Dear colleague,

If the arrows on the edge of your ice-rule patch are pinned, the partition function is a determinant, known exactly at every size, and the pinning changes the free energy per vertex, not merely per unit of edge. I derive this below, count the states at infinite temperature, and then treat the ordered F model.

**Model and conventions**

Take $n$ horizontal and $n$ vertical lines, rows $i$ counted from the top and columns $j$ from the left. Every edge carries an arrow, and each vertex has two arrows in and two out. Weight $a$ belongs to (right, right, up, up) and its reverse, $b$ to (right, right, down, down) and its reverse, and $c$ to the two vertices whose horizontal arrows both point in or both point out. Domain-wall boundaries mean that external horizontal arrows point in and external vertical arrows point out. Give row $i$ a parameter $\lambda_i$, column $j$ a parameter $\mu_j$, and set

$$a_{ij}=\sinh(\gamma-\lambda_i+\mu_j),\quad b_{ij}=\sinh(\gamma+\lambda_i-\mu_j),\quad c=\sinh2\gamma .$$

Then $\Delta=(a^2+b^2-c^2)/2ab=-\cosh2\gamma$ at every vertex, the antiferroelectric regime. Replacing sinh by sin throughout gives $\Delta=-\cos2\gamma$, the disordered regime, and the proof below is unchanged. In the F model $c$ vertices have energy zero and the others $\varepsilon>0$, so $a=b$ and $c/a=2\cosh\gamma=e^{\varepsilon/k_BT}$. Real $\gamma$ requires $T<T_c=\varepsilon/(k_B\ln2)$.

**Four properties that fix $Z_n$ (Korepin, 1982)**

*Symmetry.* Write $a(u)=\sinh(2\gamma-u)$, $b(u)=\sinh u$, so that vertex $(i,j)$ has $u=\gamma+\lambda_i-\mu_j$. Let unprimed, primed and doubly primed weights refer to $u=w$, $w+v$ and $v$. The product formula for sinh gives

$$aca''=bcb''+ca'c,\qquad ab'c=ba'c+c^2b'',\qquad cb'a''=ca'b''+bc^2 .$$

With the ice rule and arrow reversal, these are the independent components of the Yang–Baxter equation: a crossing of two lines with argument $w$ may be moved across a third line. Attach such a crossing, $w=\lambda_i-\lambda_{i+1}$, to two neighbouring rows at the right boundary. Both external arrows point left, so the ice rule leaves only the $a$ vertex and $Z_n$ is multiplied by $a(w)$. Move the crossing through all columns. At the left boundary it is again forced to be $a(w)$, and the two rows have been exchanged. Hence $Z_n$ is symmetric in the $\lambda_i$, and by the same argument in the $\mu_j$.

*Degree.* In the top row every upper arrow points out, which excludes the $c$ vertex with outgoing horizontal arrows. The horizontal arrows start rightward and end leftward, so the row reads $a\cdots a\,c\,b\cdots b$ with exactly one $c$. Each of the $n-1$ other weights is $e^{-\lambda_1}$ times a linear function of $X=e^{2\lambda_1}$, so $e^{(n-1)\lambda_1}Z_n$ is a polynomial of degree at most $n-1$ in $X$.

*Recursion.* Put $\lambda_1=\mu_1+\gamma$, so that $a_{11}=0$. The corner vertex must be $c$. The rest of row 1 is then $b$. Below the corner the arrow points down, and each further vertex of column 1 receives arrows from above and from the left, so it is $b$ too. The remaining lattice has domain-wall boundaries again:

$$Z_n\big|_{\lambda_1=\mu_1+\gamma}=c\prod_{j>1}b_{1j}\prod_{i>1}b_{i1}\;Z_{n-1}.$$

*Start.* $Z_1=c$.

By symmetry the recursion holds at the $n$ points $\lambda_1=\mu_j+\gamma$, and $n$ values fix a polynomial of degree $n-1$. The four properties therefore determine $Z_n$ by induction.

**The determinant (Izergin, 1987)**

$$Z_n=\frac{\prod_{i,j}a_{ij}b_{ij}}{\prod_{i<j}\sinh(\lambda_i-\lambda_j)\sinh(\mu_j-\mu_i)}\,\det\left[\frac{c}{a_{ij}b_{ij}}\right].$$

It suffices to verify the four properties. For $n=1$ it equals $c$. Exchanging two $\lambda$ or two $\mu$ flips the sign of both determinant and denominator. Expanded along row 1, the numerator has $2n-2$ sinh factors in $\lambda_1$ per term, so it is $e^{-(2n-2)\lambda_1}$ times a polynomial of degree $2n-2$ in $X$. It vanishes at $X=e^{2\lambda_i}$, where two rows coincide, so division by the $n-1$ factors $\sinh(\lambda_1-\lambda_i)$ leaves the required degree. As $a_{11}\to0$ only the $(1,1)$ entry survives, giving $c$ times its cofactor. At that point $a_{1j}=\sinh(\mu_j-\mu_1)$ and $a_{i1}=\sinh(\lambda_1-\lambda_i)$, which cancel the denominator factors carrying index 1 and leave the two products of $b$.

**Uniform lattice and the Toda equation**

Let $\lambda_i=t+\xi_i$, $\mu_j=\eta_j$ with small $\xi,\eta$, and $\phi(t)=c/ab=\coth(\gamma-t)+\coth(\gamma+t)$. Taylor expansion of $\phi(t+\xi_i-\eta_j)$ writes the matrix, to leading order, as $[\xi_i^k/k!]\,[\phi^{(k+l)}]\,[(-\eta_j)^l/l!]$ with $k,l=0,\dots,n-1$. The outer determinants are Vandermonde products that cancel the denominator, sign included:

$$Z_n=(ab)^{n^2}\frac{\tau_n}{g_n},\qquad \tau_n=\det\big[\phi^{(k+l)}(t)\big],\qquad g_n=\prod_{k=0}^{n-1}(k!)^2 .$$

For $n=2$, $\tau_2=\phi^2(\ln\phi)''$ gives $Z_2=c^2(a^2+b^2)$, the two configurations one draws by hand. Differentiating a row of $\tau_n$ reproduces the next row, so only the last row contributes: $\tau_n'$ has its last row raised by one order, and $\tau_n''$ its last row and last column. These are minors of $\tau_{n+1}$, and the Desnanot–Jacobi identity for its last two rows and columns gives the Toda equation

$$(\ln\tau_n)''=\frac{\tau_{n+1}\tau_{n-1}}{\tau_n^2},\qquad \tau_0=1,\ \tau_1=\phi .$$

**Ice point: alternating sign matrices**

Write $+1$ for $c$ with horizontal arrows in, $-1$ for the other $c$, and 0 otherwise. Along any line the arrow direction changes only at $c$ vertices, so the nonzero entries alternate, and the boundary makes them begin and end with $+1$. The matrix in turn restores the arrows. Configurations are thus the $A_n$ alternating sign matrices, counted when $a=b=c$, which is $T\to\infty$, or $\gamma=\pi/3$, $t=0$ in the sin form, with all weights $\sqrt3/2$.

With $x_i=e^{2i\lambda_i}$, $y_j=e^{2i\mu_j}$ one has $a_{ij}b_{ij}=Q_{ij}/4x_iy_j$, $Q_{ij}=x_i^2+x_iy_j+y_j^2=(x_i^3-y_j^3)/(x_i-y_j)$, and $\sin(\lambda_i-\lambda_j)=(x_i-x_j)/2i\sqrt{x_ix_j}$. Let $V$ denote a Vandermonde product. Consider the $2n\times2n$ determinant $D=\det[z_m^{h_l}]$ with $z=(x,y)$ and exponents $h\in\{0,1,3,4,\dots,3n-3,3n-2\}$. Its columns span the functions $P(z^3)+zP_1(z^3)$ with degrees below $n$. Change to the basis $f_j(z)=\prod_{k\ne j}(z^3-y_k^3)$ and $(z-y_j)f_j(z)$. The matrix $f_j(y_k)$ is diagonal with determinant $\pm V(y^3)^2$ and equals the coefficient matrix times a Vandermonde matrix, so the coefficients have determinant $\pm V(y^3)$ and the whole change of basis $\pm V(y^3)^2$. The functions $(z-y_j)f_j$ vanish at every $y_k$, so the new determinant is block triangular, equal to $\pm V(y^3)^2\prod_{i,k}(x_i^3-y_k^3)\det[1/Q_{ij}]$. Cancel $V(y^3)^2$ and divide by $V(z)=\pm V(x)V(y)\prod(x_i-y_k)$:

$$s_n\equiv\frac{D}{V(z)}=\pm\frac{\prod Q_{ij}\,\det[1/Q_{ij}]}{V(x)V(y)} .$$

Insert this in the determinant formula and let all $z\to1$. The powers of 4 give $4^{-n^2+n}4^{n(n-1)/2}=2^{-n(n-1)}$, so $(\sqrt3/2)^{n^2}A_n=(\sqrt3/2)^n2^{-n(n-1)}|s_n|$, that is $A_n=3^{-n(n-1)/2}|s_n|$. For the limit choose $z_m=e^{\epsilon m}$, $m=0,\dots,2n-1$. Then $D$ is a Vandermonde product in the $e^{\epsilon h_l}$, and $s_n\to\prod_{l>l'}(h_l-h_{l'})/\prod_{m<2n}m!$. Going from $n$ to $n+1$ adds the exponents $3n$ and $3n+1$, with differences $\prod_{m=1}^n(3m-1)(3m)^2(3m+1)=3^nn!\,(3n+1)!$, and adds $(2n)!\,(2n+1)!$ below. Therefore

$$\frac{A_{n+1}}{A_n}=\frac{n!\,(3n+1)!}{(2n)!\,(2n+1)!},\qquad A_n=\prod_{j=0}^{n-1}\frac{(3j+1)!}{(n+j)!},$$

since the product has the same ratio and $A_1=1$. The sequence runs 1, 2, 7, 42, 429. Zeilberger and Kuperberg published proofs of the formula in 1996, the latter from this determinant. The second ratio $A_{n+1}A_{n-1}/A_n^2=3(9n^2-1)/[4(4n^2-1)]$ tends to $27/16$, so $A_n^{1/n^2}\to W=\sqrt{27/16}=3\sqrt3/4=1.299$. Lieb's result of 1967 for periodic boundaries is $(4/3)^{3/2}=1.540$.

**Large $n$ in the antiferroelectric phase**

Everything so far is proved. The next step needs one premise. Expanding the coth functions gives $\phi=2\sum_{l\in\mathbb Z}e^{2tl-2\gamma|l|}$ for $|{\rm Re}\,t|<\gamma$, and the Cauchy–Binet formula turns $\tau_n$ into $(2^{n^2}/n!)\sum V(l)^2\prod_ie^{2tl_i-2\gamma|l_i|}$. This is a gas of $n$ repelling charges on the integers, so $\tau_n>0$ for real $t$. The sites near the cusp at $l=0$ fill up, two partly filled bands remain, and the integer number of charges in a band suggests a factor periodic in $n$.

Define $\theta_1(z)=2\sum_{k\ge0}(-1)^kq^{(k+1/2)^2}\sin(2k+1)z$ and $\theta_4(z)=\sum_{k\in\mathbb Z}(-1)^kq^{k^2}e^{2ikz}$, with $q=e^{-\sigma}$, $\sigma>0$. Shifting $k$ shows that under $z\to z+i\sigma$ both acquire the factor $-q^{-1}e^{-2iz}$, and that $\theta_4(v+i\sigma/2)=iq^{-1/4}e^{-iv}\theta_1(v)$. The identity needed is

$$(\ln\theta_4)''(u)-(\ln\theta_1)''(\omega)=\theta_1'(0)^2\,\frac{\theta_4(u+\omega)\,\theta_4(u-\omega)}{\theta_4(u)^2\,\theta_1(\omega)^2}.$$

Both sides have periods $\pi$ and $i\sigma$ in $u$. With $u=i\sigma/2+v$, both vanish at $v=\pm\omega$ and both behave as $-1/v^2$ at their only pole. Their ratio is doubly periodic without poles, hence constant, hence 1.

Now take, with $\omega=\kappa(t-t_0)$,

$$\mathcal T_n=C\,e^{\alpha n+(\beta+\beta'n)t}\,g_n\left[\frac{\kappa\,\theta_1'(0)}{\theta_1(\omega)}\right]^{n^2}\theta_4(n\omega+\delta).$$

With $u=n\omega+\delta$, $(\ln\mathcal T_n)''=n^2\kappa^2[(\ln\theta_4)''(u)-(\ln\theta_1)''(\omega)]$. Since $g_{n+1}g_{n-1}/g_n^2=n^2$, the ratio $\mathcal T_{n+1}\mathcal T_{n-1}/\mathcal T_n^2$ is $n^2\kappa^2$ times the right side of the identity. So $\mathcal T_n$ solves the Toda equation exactly for every $n$.

*Premise:* for large $n$ and $|{\rm Re}\,t|<\gamma$, $\tau_n$ approaches a member of this family, with real constants, that shares its poles and symmetries. The Toda equation alone does not prove this. The form was found by Zinn-Justin (2000) and proved by Bleher and Liechty with Riemann–Hilbert methods; they obtain $\alpha=0$ and relative corrections of order $1/n$. The constants now follow.

1. On the real axis $\tau_n$ has poles at $t=\pm\gamma$ and none between. These must be neighbouring zeros of $\theta_1$, so $t_0=-\gamma$ and $\kappa=\pi/2\gamma$. The bracket tends to $1/(\gamma+t)$, matching $\tau_n\to g_n(\gamma+t)^{-n^2}$, which follows from $\phi\to1/(\gamma+t)$ and $\det[(k+l)!]=g_n$.
2. $\tau_n$ is even in $t$, and $t\to-t$ sends $\omega\to\pi-\omega$. This forces $\beta=\beta'=0$ and $\delta=0$ or $\pi/2$.
3. $\phi(t+i\pi)=\phi(t)$. The shift $i\pi\kappa$ of $\omega$ must be a multiple of $i\sigma$, and a multiple above one would add poles on ${\rm Re}\,t=-\gamma$ that $\phi$ lacks. Hence $q=e^{-\pi^2/2\gamma}$. Under the shift $\theta_1^{n^2}$ gains $(-1)^{n^2}q^{-n^2}e^{-2in^2\omega}$ and $\theta_4(n\omega+\delta)$ gains $(-1)^nq^{-n^2}e^{-2in(n\omega+\delta)}$. The quotient is $e^{-2in\delta}$, so $\delta=0$.

$C$ and $\alpha$ stay open and do not affect the free energy per vertex. The result is

$$Z_n\simeq Ce^{\alpha n}\,\theta_4(n\omega)\left[\frac{\pi\,ab\,\theta_1'(0)}{2\gamma\,\theta_1(\omega)}\right]^{n^2},\qquad\omega=\frac\pi2\Big(1+\frac t\gamma\Big).$$

**The F model**

Set $t=0$, $\omega=\pi/2$, and divide all weights by $c$, which turns $ab$ into $ab/c=\tfrac12\tanh\gamma$ inside the bracket. Define the constants $\theta_2(q)=\sum q^{(k+1/2)^2}$, $\theta_3(q)=\sum q^{k^2}$, $\theta_4(q)=\sum(-1)^kq^{k^2}$, summed over all integers. Then $\theta_1(\pi/2)=\theta_2(q)$, and Jacobi's identity reads $\theta_1'(0)=\theta_2\theta_3\theta_4$. Poisson summation gives $\theta_3(q)=\sqrt{2\gamma/\pi}\,\theta_3(p)$ and $\theta_4(q)=\sqrt{2\gamma/\pi}\,\theta_2(p)$ with $p=e^{-2\gamma}$. The partition function per vertex is

$$W=\frac{\pi\tanh\gamma}{4\gamma}\,\theta_3(q)\,\theta_4(q)=\tfrac12\tanh\gamma\;\theta_2(p)\,\theta_3(p),\qquad f=-k_BT\ln W,$$

and the factor $\theta_4(n\pi/2)$ is proportional to $\Theta_n=\theta_3(p)$ for odd $n$ and $\theta_2(p)$ for even $n$.

Two exact limits test the premise. In the disordered regime $\phi$ has no imaginary period, the $q\to0$ member applies (Korepin and Zinn-Justin, 2000), and the bracket is $\kappa/\sin\omega$. This gives $W=\pi\tan\gamma/4\gamma$, which at $\gamma=\pi/3$ is $3\sqrt3/4$, the value counted above. At low temperature $W\to e^{-\gamma/2}\simeq e^{-\varepsilon/2k_BT}$, so $f\to\varepsilon/2$. Directly: a $-1$ in row $i$ needs an uncancelled $+1$ above it, of which there are $i-1$, and likewise below, so the row holds at most $\min(2i-1,\,2n-2i+1)$ $c$ vertices. The total is $(n^2+1)/2$ for odd $n$ and $n^2/2$ for even $n$, a diamond of $c$ vertices with four corners of $a$ and $b$. Saturating the bound makes the middle of the lattice alternate strictly, in one way for odd $n$ and two ways for even $n$. Thus $Z_n/W^{n^2}\to e^{\gamma/2}$ and 2 respectively, a ratio $e^{\gamma/2}/2$, which is the limit of $\theta_3(p)/\theta_2(p)$.

At $T_c$ both branches give $\pi/4$. Below it $W$ differs from the continued disordered form by the factor $\theta_3\theta_4=1-4e^{-\pi^2/\gamma}+\dots$, with $\gamma^2\simeq2\ln2\,(T_c-T)/T_c$ from $\ln(2\cosh\gamma)\simeq\ln2+\gamma^2/2$. The transition is of infinite order, and the heat capacity has no jump or divergence.

**Range of validity**

The determinant, the Toda equation and $A_n$ are exact for every $n$; coinciding parameters are reached as limits. The theta-function form holds for $n\to\infty$ at fixed $\gamma>0$, $|t|<\gamma$. It is not uniform as $|t|\to\gamma$, and near $T_c$ the odd–even ratio $\theta_3(q)/\theta_4(q)\simeq1+4q$ is exponentially close to one, below the finite-size corrections. The quantity $f$ averages over an inhomogeneous patch and is no local bulk property. Physically, the ice rule must hold strictly within the patch, the energy must be a sum of vertex terms, and the edge must really be pinned. The corners are polarized, and in a dipolar crystal they carry electrostatic and elastic energy that the model omits.

**Numerical illustration**

Take the illustrative inputs $\varepsilon=0.040$ eV and $T=300$ K, tied to no material. Then $T_c=670$ K, $\varepsilon/k_BT=1.54727$, $\gamma=1.49854$, $p=0.049932$, $\tanh\gamma=0.90488$, $\theta_2(p)=0.94778$, $\theta_3(p)=1.09988$, so $W=0.47164$ and $f=+19.43$ meV per vertex, slightly below $\varepsilon/2$. The exact $Z_n=(\tfrac12\tanh\gamma)^{n^2}\tau_n/g_n$ compare as follows.

| $n$ | $\ln Z_n$ | $Z_n/W^{n^2}$ | $Z_n/(\Theta_nW^{n^2})$ |
|---|---|---|---|
| 1 | 0 | 2.12 | 1.928 |
| 2 | −2.401 | 1.83 | 1.932 |
| 3 | −5.949 | 2.26 | 2.054 |
| 4 | −11.358 | 1.95 | 2.055 |
| 5 | −17.954 | 2.30 | 2.094 |
| 6 | −26.370 | 1.98 | 2.094 |

The third column alternates, and division by $\Theta_n$, with $\theta_3/\theta_2=1.160$, removes the alternation. A slow rise with shrinking steps remains, as expected for $\alpha=0$ and a $1/n$ correction. A change of 1 per cent in $W$ would alter the last entry by a factor 1.43.

For periodic boundaries and even $n$ all vertices can be $c$, and the arrows circulate around every plaquette. With $w=e^{-\varepsilon/k_BT}$, reversing one plaquette spoils four vertices, and reversing two diagonal neighbours (two such pairs per plaquette) spoils six, because the shared vertex is $c$ again. So $f\simeq-k_BT(w^4+2w^6)=-0.06$ meV. For a patch with $n=20$, 10 nm wide at an assumed spacing of 0.5 nm, the model's free energy with pinned edges is $400f=7.8$ eV, while the prefactor near 2 contributes only about $-k_BT\ln2=-0.02$ eV. This cost grows with the area and not the perimeter, so in a large real patch you should expect ice-rule defects or unpinned edge arrows to relieve it.